Working notes: exchange energy of the relativistic electron gas with transverse photons

1. Premises and conventions

I use ħ = c = k_B = 1 and Heaviside–Lorentz charge, e² = 4πα, and go over to hartree (Eh) and bohr (a0) for numbers. ∫_p means ∫d³p/(2π)³. The gas is uniform and unpolarised, carries no current, and sits on a rigid neutralising background. Notation: x = k_F/m, η = √(1 + x²), θ = asinh x, n = k_F³/(3π²).

Premises:
(a) QED in Coulomb gauge, H = H_Dirac + H_γ + H_C + H_T + H_δ. H_C is the instantaneous Coulomb energy of the charge density, H_T couples the current ψ†αψ to transverse photons, and H_δ = −δm∫ψ†βψ is the mass counterterm.
(b) Only the order e² is kept.
(c) m is the physical mass, the photon is massless in vacuum, and the vacuum energy is subtracted. I take it from renormalisation theory that a covariant, gauge-invariant regulator makes these conditions hold.

One-particle states a are plane-wave spinors of h(p) = α·p + βm with signed energy ε = ±E_p. Since h² = E_p², the projector on the two spin states is Λ(p, ε) = (ε + h(p))/(2ε). The occupation is f_a = θ⁻_a + δ_a, where θ⁻ = 1 on the negative branch and 0 on the positive one, and θ⁺ = 1 − θ⁻. So δ = n(p) for electrons and δ = −n̄ on the negative branch, with n̄ the positron occupation.

2. The order-e² grand potential

For a pair of states a (momentum p, energy ε) and b (q, ε′) put k = p − q, k = |k|, ω = ε − ε′.

H_C enters in first order. The k = 0 component cancels against the background, and Wick's theorem gives for the rest ⟨ρ_k ρ_−k⟩ = Σ f_a(1 − f_b)|u_b†u_a|². Thus

Ω_C = (e²/2V) Σ_ab f_a(1 − f_b) |u_b†u_a|²/k².   (1)

H_T changes the photon number, so it has no diagonal elements and enters in second order: Ω_T = Σ_i w_i Σ_j |⟨j|H_T|i⟩|²/(E_i − E_j), with w_i the grand-canonical weights. A photon (k, λ) is emitted in a → b, or absorbed in b → a, with squared amplitude (e²/2kV)|M_λ|², M_λ = u_b† α·ε_λ u_a, and N_k is the Planck factor:

Ω_T = Σ_abλ (e²/2kV)|M_λ|² { (1 + N_k) f_a(1 − f_b)/(ω − k) + N_k f_b(1 − f_a)/(k − ω) }
 = Σ_abλ (e²/2kV)|M_λ|² { f_a(1 − f_b) + N_k (f_a − f_b) }/(ω − k).   (2)

No denominator vanishes. Expanding the squares,

k² − ω² = 2A,  A = εε′ − p·q − m².   (3)

For equal signs of ε and ε′, A is positive unless p = q; for opposite signs A ≤ −2m². A free electron cannot radiate one real photon, nor can a pair annihilate into one. The k = 0 photon couples to the total current and does not connect different states.

Now I sort by powers of δ:

f_a(1 − f_b) = θ⁻_a θ⁺_b + (δ_a θ⁺_b − θ⁻_a δ_b) − δ_a δ_b.

The first term is the vacuum energy. The bracket, taken in (1) and (2) together, is δ_a times the level shift of a single free electron in vacuum. By Lorentz covariance that shift can only be a mass shift, m δm/ε, and ⟨H_δ⟩ = −Σ δ_a m δm/ε_a removes it. In the N_k term the δ-independent part θ⁻_a − θ⁻_b is the energy shift of a real photon in vacuum, zero by premise (c). Two pieces survive: the term −δ_aδ_b, which is exchange, and N_k(δ_a − δ_b), which needs thermal photons and waits until section 7.

In the exchange term |M_λ|², summed over λ, is symmetric in a and b while ω changes sign, so I may symmetrise:

−½[1/(ω − k) + 1/(−ω − k)] = k/(k² − ω²).

With S₀ and S_T the spin sums of |u_b†u_a|² and Σ_λ|M_λ|², the exchange term per volume is

e_x = −(e²/2) Σ_± ∫_p∫_q δ δ′ [ S₀/k² − S_T/(k² − ω²) ].   (4)

For two electrons both S are positive and k² > ω², so Coulomb exchange lowers the energy and transverse exchange raises it. The reason is that parallel currents attract, and exchange reverses the sign of whatever interaction it acts on.

Equation (4) is a shift of Ω/V at fixed μ and T. A first-order shift of Ω at fixed μ equals the shift of the free energy at fixed N, because F = Ω + μN is stationary in μ. At T = 0, e_x is therefore the energy shift at fixed density, evaluated with the free Fermi sphere.

3. Spin sums

The α_i and β anticommute, square to one and are traceless, so tr[h(p)h(q)] = 4(p·q + m²) and

S₀ = tr[Λ(p,ε)Λ(q,ε′)] = (εε′ + p·q + m²)/(εε′).

For a unit vector s with α_s = α·s, anticommutation gives α_s h(q) α_s = −h(q) + 2(q·s)α_s, hence

S_s = tr[Λ α_s Λ′ α_s] = [A + 2(p·s)(q·s)]/(εε′).

For s ⊥ k, p·s = q·s. The two polarisations give

S_T = 2(A + p_⊥²)/(εε′),  p_⊥² = |p × q|²/k².   (5)

The sum of both parts simplifies through current conservation. From (h(p) − h(q)) = α·k follows u_b†(α·k)u_a = ω u_b†u_a, so the longitudinal sum is S_L = (ω²/k²)S₀, and S₀/k² = (S₀ − S_L)/(k² − ω²). The bracket of (4) is then (S₀ − Σ_i S_i)/(2A) over all three directions. Σ_i S_i = (3A + 2p·q)/(εε′), and εε′ + p·q + m² − 2p·q = A + 2m², so S₀ − Σ_i S_i = (2m² − 2A)/(εε′). Therefore

e_x = (e²/2) Σ_± ∫_p∫_q (δδ′/εε′)(1 − m²/A).   (6)

This is the form a Feynman-gauge propagator gives directly. Because the plane-wave currents are conserved, the total is independent of gauge; the division into Coulomb and transverse parts is a Coulomb-gauge convention.

Nonrelativistic limit: A → k²/2, the m²/A term dominates, and e_x → −e²∫_p∫_q n n′/k². The measure is ∫_p∫_q = (1/8π⁴)∫p²dp q²dq du with u the cosine between p and q, and ∫du/k² = λ/(pq), λ = ln|(p + q)/(p − q)|. The integral ∫∫pqλ dp dq over the Fermi sphere is k_F⁴/2 (the small-θ limit of L below), so

e_x(NR) = −e²k_F⁴/(16π⁴) = −αk_F⁴/(4π³),   (7)

which is −3αk_F/(4π) per electron, or −3k_F a0/(4π) in Eh.

4. The total at T = 0

Only electrons with p < k_F contribute. Write (6) as e_x = (e²/2)(J² − m²K).

First term. With p = m sinh a, dp/E = da:

J = ∫_p 1/E = (m²/2π²)∫₀^θ sinh²a da = m²g/(4π²),  g = xη − θ.

Second term. The angular integral is

∫du/(EE′ − m² − pqu) = (1/pq) ln[(EE′ − m² + pq)/(EE′ − m² − pq)].

With q = m sinh b one has EE′ ± pq = m² cosh(a ± b), and cosh y − 1 = 2 sinh²(y/2). The logarithm is 2ℓ, with ℓ(a,b) = ln|sinh((a + b)/2)/sinh((a − b)/2)|. So

K = m²L/(4π⁴),  L(θ) = ∫₀^θ∫₀^θ sinh a sinh b ℓ(a,b) da db.

The integrand is symmetric, so dL/dθ = 2 sinh θ ∫₀^θ sinh b ℓ(θ,b) db. I integrate by parts with the antiderivative cosh b − cosh θ, which kills the logarithmic end point b = θ; at b = 0, ℓ = 0. The derivative is

∂ℓ/∂b = ½[coth((θ + b)/2) + coth((θ − b)/2)] = sinh θ/(cosh θ − cosh b).

The remaining integrand is the constant sinh θ, the inner integral is θ sinh θ, and dL/dθ = 2θ sinh²θ = θ(cosh 2θ − 1). One more integration by parts, with L(0) = 0:

L = θxη − x²/2 − θ²/2 = (x⁴ − g²)/2.

The last form follows from g² = x²(1 + x²) − 2θxη + θ². For small θ, L → x⁴/2, as used in (7). Collecting,

e_x = (e²m⁴/32π⁴)(g² − 4L) = (e²m⁴/32π⁴)(3g² − 2x⁴),

and division by (7) gives

e_x = e_x(NR) Φ(x),  Φ = 1 − (3/2)[(x√(1 + x²) − asinh x)/x²]².   (8)

This is the form in which MacDonald and Vosko (1979) brought the result into density-functional work. Of the 3g², one part comes from J² and two from the relativistic reduction of L.

5. Coulomb and transverse parts

Using p·q = (p² + q² − k²)/2, the numerator of S₀ is [(E + E′)² − k²]/2. In units m = 1,

e_C = −(e²/4)[M/(8π⁴) − J²],  M = ∫₀^x∫₀^x pq (E + E′)²/(EE′) λ dp dq,

so Φ_C = e_C/e_x(NR) = (2M − g²)/(4x⁴). The same device works: dM/dx = (2x/η)∫₀^x (q/E)(η + E)² λ(x,q) dq, with E = √(1 + q²). Since q dq/E = dE, the antiderivative vanishing at q = x is [(η + E)³ − 8η³]/3, and ∂λ/∂q = 2x/(η² − E²). Factorising 8η³ − s³ = (2η − s)(4η² + 2ηs + s²) with s = η + E and 2η − s = η − E, the inner integral becomes

(2x/3)∫₀^x [4η²/(η + E) + 3η + E] dq.

Here ∫E dq = (xη + θ)/2. For the first term, ∫dq/(η + E) = θ − η∫₀^θ db/(cosh θ + cosh b), and

1/(cosh θ + cosh b) = [tanh((θ + b)/2) + tanh((θ − b)/2)]/(2 sinh θ)

integrates to (ln η)/x. Then

dM/dx = (4/3)[θ(4x²η + x²/(2η)) − 4xη² ln η + 7x³/2].

For the θ term, d(x³η)/dx = 4x²η − x²/η and dg/dx = 2x²/η show that its coefficient is d(x³η + 3g/4)/dx. By parts, with dθ/dx = 1/η and ∫(g/η)dx = (x² − θ²)/2, it integrates to θx³η + 3θg/4 − x⁴/4 − 3(x² − θ²)/8. Also 4∫xη² ln η dx = η⁴ ln η − (η⁴ − 1)/4. Adding, and absorbing θxη − θ²/2 = (x⁴ + x² − g²)/2,

M = 5x⁴/3 + 2x²/3 + (4/3)x³ηθ − (4/3)η⁴ ln η − g²/2,

Φ_C = 5/6 + 1/(3x²) + 2ηθ/(3x) − 2η⁴ ln η/(3x⁴) − g²/(2x⁴),   (9)
Φ_T = Φ − Φ_C = 1/6 − 1/(3x²) − 2ηθ/(3x) + 2η⁴ ln η/(3x⁴) − g²/x⁴.   (10)

Small x. With g/x² = 2x/3 − x³/5 + …,

Φ_C = 1 − x²/9 + 13x⁴/180 − …,  Φ_T = −5x²/9 + 59x⁴/180 − …,  Φ = 1 − 2x²/3 + 2x⁴/5 − …

I checked the x² terms straight from (4), which also shows their origin. Let D = ∫_p∫_q nn′ = (k_F³/6π²)² = n²/4; then e²D/m² = −(4x²/9) e_x(NR).
Coulomb: (E + E′)²/(2EE′) = 2 + O(p⁴/m⁴), so S₀ = 2 − k²/(2m²), the shift is +e²D/(4m²), and it contributes −x²/9. This is the loss of overlap between spinors of different momentum.
Transverse: S_T/(2A) → (1 + 2p_⊥²/k²)/m². The "1" is the spin–spin term, e²D/(2m²), contributing −2x²/9. The orbital term needs the average of p_⊥²/k² = p²q²(1 − u²)/k⁴. Its mean over u is (p² + q²)λ/(4pq) − ½. Differentiating in the upper limit as before, with ∫₀^x qλ dq = x² and ∫₀^x q³λ dq = 2x⁴/3, gives ∫∫pq(p² + q²)λ dp dq = 5/9 on the unit square, so the average over two spheres is (9/4)(5/9) − ½ = 3/4. The orbital term is (3/2)e²D/(2m²), contributing −3x²/9. Together they give −5x²/9. At this order ω² drops out, so this is the exchange energy of the Breit interaction; retardation first enters at x⁴. In atomic units,

e_T = (π/2 + 3π/4)α²n² = (5π/4)α²n²  (leading order).   (11)

Large x. g/x² → 1 and θ − ln η → ln 2, so Φ_C → 1/3 + (2/3)ln 2 = 0.795, Φ_T → −5/6 − (2/3)ln 2 = −1.295, and Φ → −1/2. The ratio g/x² rises monotonically from 0 to 1, so Φ has one zero, at g/x² = √(2/3), which is x = 2.53. The Coulomb part never changes sign; the reversal is wholly due to transverse photons.

6. Exchange potential and pressure at T = 0

From e_x = −(αm⁴/4π³)(x⁴ − 3g²/2), dg/dx = 2x²/η and dn/dx = m³x²/π²,

μ_x = de_x/dn = −(αk_F/π) Ψ,  Ψ = 3θ/(2xη) − 1/2.   (12)

The sign of the pressure correction depends on what is held fixed. At fixed μ it is −e_x, evaluated at √(k_F² + m²) = μ. At fixed n it is nμ_x − e_x. For x → ∞, e_x = +αk_F⁴/(8π³), so the correction is −αμ⁴/(8π³) at fixed μ and +αk_F⁴/(24π³) at fixed n. The two agree: P = (μ⁴/12π²)(1 − 3α/2π) with μ = k_F(1 + α/2π) is (k_F⁴/12π²)(1 + α/2π). The relative size 3α/2π is 0.35 %.

7. Massless electrons at finite temperature

The limit Φ → −1/2 fixes only the μ⁴ term of the pressure. For the T-dependent terms I need positrons in (6) and the thermal-photon term of (2).

Exchange. As m → 0 the angular integral of 1/A grows only like ln(1/m²), so m²K vanishes. Since δ/ε is positive on both branches, (6) becomes e²J²/2 with

J = ∫_p (n + n̄)/p = (1/2π²) G(μ),  G = ∫₀^∞ p(n + n̄) dp.

Differentiating in μ and integrating by parts, G′ = ∫(n − n̄)dp = T ln(1 + e^(μ/T)) − T ln(1 + e^(−μ/T)) = μ, and G(0) = 2·π²T²/12. So J = μ²/(4π²) + T²/12, and

e²J²/2 = (e²/288)(T⁴ + 6μ²T²/π² + 9μ⁴/π⁴).   (13)

Thermal photons. In N_k(δ_a − δ_b)/(ω − k) the partner state is summed without restriction over both branches, so each part is a resolvent. For an electron (p, E) the δ_a part is emission, with W = E − k and intermediate momentum q = p − k; the δ_b part is absorption, with W = E + k and q = p + k. Now (W − h(q))⁻¹ = (W + h(q))/(W² − E_q²), and W² − E_q² = ∓2Δ with Δ = Ek − p·k (upper sign for emission). The trace rule of section 3 gives

tr[Λ(p,E) α_s (W + h(q)) α_s] = (2/E)[EW − p·q − m² + 2(p·s)²] = (2/E)[∓Δ + 2(p·s)²].

Emission yields (1/E)[1 − 2(p·s)²/Δ], absorption (1/E)[1 + 2(p·s)²/Δ], and their sum is 2/E for any mass, momentum and polarisation. This is forward Compton scattering. On the negative branch both ε and δ change sign, so positrons add. With two polarisations and B = ∫_k N_k/k = T²/12, the term is 2e²BJ, J = ∫_p (n + n̄)/E. It says that each real photon acquires a mass squared 2e²J, which for slow electrons is e²n/m, the plasma frequency squared. For m = 0,

2e²BJ = (e²/288)(4T⁴ + 12μ²T²/π²).   (14)

The order-e² pressure at fixed μ and T is minus the sum of (13) and (14):

P₂ = −(4πα/288)(5T⁴ + 18μ²T²/π² + 9μ⁴/π⁴).   (15)

This is the full order-α correction to the electron–positron–photon gas. Exchange proper supplies 1 of the 5, 6 of the 18 and all of the 9. At T = 0, 36πα/(288π⁴) = α/(8π³), as in section 6.

8. Range of validity

Coupling. The next order is correlation. In the nonrelativistic range the expansion parameter is r_s = (9π/4)^(1/3) α/x, and the high-density correlation energy of Gell-Mann and Brueckner is approximately [(1 − ln 2)/π²] ln r_s − 0.047 Eh per electron. I use it only as a scale, since it has relativistic corrections of its own. Near x = 2.53 the order-α energy vanishes and the α² terms are all that is left. For x ≫ 1 vacuum polarisation replaces α by a running coupling, a relative change of order (α/π) ln x.

Temperature. Equations (8) to (12) need T ≪ m(η − 1). Equation (15) needs T or μ far above m, and mc²/k_B is 5.93×10⁹ K. At T > 0 the next term is not e⁴ but e³. The static Coulomb mode is screened with κ² = e²∂n/∂μ = e²(T²/3 + μ²/π²), from the net density μ³/(3π²) + μT²/3, and adds −(T/2)∫_k[ln(1 + κ²/k²) − κ²/k²] = Tκ³/(12π) to the pressure. At μ = 0 its ratio to |P₂| is 8e/(5√3 π) = 0.089.

Uniformity. Two steps rest on plane waves: the cancellation of the vacuum self-energy by δm, and the orbital part of (5). In an atom both fail, and the next section gives the sizes.

9. Illustration: the core of bismuth

As a model of the core density I take two electrons in the unscreened Dirac 1s orbital of a point nucleus with Z = 83. With Zα = 0.6057, γ = √(1 − Z²α²) = 0.7957 and ρ = Zr/a0,

n = (Z/a0)³ C ρ^(2γ−2) e^(−2ρ),  C = 2^(2γ+1)/(2π Γ(2γ + 1)) = 0.6753,

normalised to two electrons. Then k_F = (3π²n)^(1/3) and x = αk_F a0. Intermediate values are carried unrounded; energies are per electron.

ρ | 1 | 0.1
r (fm) | 638 | 63.8
n (a0⁻³) | 5.23×10⁴ | 8.10×10⁵
k_F a0 | 115.7 | 288.4
x | 0.844 | 2.104
Φ_C | 0.945 | 0.864
Φ_T | −0.283 | −0.755
Φ | 0.663 | 0.109
Ψ | 0.541 | −0.044
ε_x(NR) (Eh) | −27.6 | −68.8
Coulomb part (Eh) | −26.1 | −59.4
transverse part (Eh) | +7.8 | +52.0
total (Eh) | −18.3 | −7.5
s = |∇n|/(2k_F n) | 0.86 | 0.88

The digits belong to the model. Outer s shells add density; in the unscreened nonrelativistic limit the 2s pair adds 1/8 at the origin, which is 4 % in x, so for the real atom these are two-figure numbers at best.

At ρ = 1 a third of the exchange energy is gone, and most of the loss is transverse. The truncated form 1 − 2x²/3 would give 0.525 against 0.663, so the series is already useless there. The exchange potential (12) is −19.9 Eh against −36.8 Eh without relativity. At ρ = 0.1 the potential has changed sign while the energy has not. Φ itself vanishes at ρ = 0.035, or r = 22 fm, about three times a typical nuclear radius of 7 fm, and the sphere inside holds a fraction 2.7×10⁻⁴ of the K electrons. The sign change has no energetic weight in this atom. The Fermi kinetic energy at ρ = 1 is 158 keV, so laboratory temperatures are irrelevant, and with r_s = 0.0166 the correlation scale is −0.17 Eh, small against 7.8 Eh.

For contrast I take the valence electrons of solid Bi. The measured low-temperature hexagonal lattice constants a = 4.533 Å and c = 11.796 Å (Cucka and Barrett, as listed by B. Arnaud 2016) give a cell volume (√3/2)a²c = 209.9 Å³. Six atoms with five valence electrons each give a mean n = 0.0212 a0⁻³, x = 0.00625 and 1 − Φ = 2.6×10⁻⁵. The relativistic factor in the exchange functional acts only in the core.

The reduced gradient s is close to one, so the local use of (10) has to be tested. I can do this at leading order in Zα, with the Schrödinger density n = 2(Z³/π)e^(−2Zr) in atomic units, for which ∫n² d³r = Z³/(2π). The local formula (11) gives α²Z³(1/4 + 3/8) = 5α²Z³/8. The first-order transverse energy of the actual 1s² determinant follows from u†αu ≈ [p + q + iσ × (momentum gained)]/(2m) and the interaction −e² j₁⊥·j₂⊥/k². The orbital current of a real orbital is zero, and there is only one orbital, so the orbital term vanishes. In the spin singlet ⟨σ₁ᵢσ₂ⱼ⟩ = −δᵢⱼ turns (σ₁ × k)·(σ₂ × k) into −2k², which leaves the contact repulsion (e²/2m²)δ(r₁₂), or 2πα²δ(r₁₂) in atomic units. With ⟨δ(r₁₂)⟩ = Z³/(8π) the energy is α²Z³/4. The local formula reproduces this spin term, and its orbital term 3α²Z³/8 is spurious, so it overstates the transverse energy of an isolated K shell by a factor 5/2. For Z = 83 the leading-order values are 19 Eh and 7.6 Eh for the pair, with corrections of relative order (Zα)² = 0.37.

The bound-state self-energy is the second omission. It no longer cancels against δm, and its scale per 1s electron is (α/π)(Zα)⁴mc² = 160 eV = 5.9 Eh times a factor of order one. That is as large as the transverse energy of the pair. Equation (8) is thus exact at order α for the uniform gas. At the core densities of Bi it gives the sign and order of magnitude of transverse exchange, while the K-shell value has to come from the orbitals, with the radiative shift included beside it.